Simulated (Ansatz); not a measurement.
A series in volume scale on Sr

Results calculated with Ansatz 0.2.0, not measured. Periodic Kohn-Sham DFT of a crystal at fixed atoms, scaled to volume_scale times the given cell; pressure positive in compression, energy less spherical unpolarised free atoms, largest_vzz the field gradient of largest size among the nuclei.

The cell before it is scaled or strained (space group Fm-3m, No. 225):
```
cell vectors (Å)
   0.0000     3.0423     3.0423
   3.0423     0.0000     3.0423
   3.0423     3.0423     0.0000
atoms (fractions of the cell vectors)
Sr  0.00000  0.00000  0.00000
```

Settings of every row: method frozen-core PAW; functional LDA; relativity scalar; k mesh 10x10x10; filling fermi-dirac; smearing width 0.08 eV; wave cutoff 420 eV; paw set soft_2.

Atom start moment: 0 on all atoms.

Limits: PAW files made with PBE.

| row | volume scale | V (Å³/atom) | pressure (GPa) |
| --- | --- | --- | --- |
| 1 | 0.94 | 52.938 | -0.991 |
| 2 | 0.96 | 54.069 | -1.198 |
| 3 | 0.98 | 55.196 | -1.385 |
| 4 | 0.99 | 55.753 | -1.471 |
| 5 | 1 | 56.319 | -1.554 |
| 6 | 1.01 | 56.88 | -1.633 |
| 7 | 1.02 | 57.443 | -1.707 |
| 8 | 1.04 | 58.569 | ? |
| 9 | 1.06 | 59.701 | -1.972 |

Question: what pressure should row 8 give?

Worked fit of pressure. Take u = (V_r/V)^(2/3) − 1 with V_r = 56.036 Å³ an atom, which is twice the finite (Eulerian) strain; such expansions in the strain, on which the Birch-Murnaghan equation of state is built, carry the rest volume and the bulk modulus. The shown rows have u = 0.03864, 0.02411, 0.01012, 0.00338, -0.00335, -0.00992, -0.0164, -0.04136. Least squares give pressure = −1.5131 + 12.344 × u + 30.19 × u² GPa; a straight line predicts inner rows, each left out in turn, worse (root mean square 0.015 against 0.00032 GPa). All shown rows lie on it to the printed digit. The withheld row has u = -0.02904, so the fit gives −1.5131 + 12.344 × (-0.02904) + 30.19 × (-0.02904)² = -1.846 GPa.

The calculation gave -1.846 GPa. The fit meets it to the printed digit.
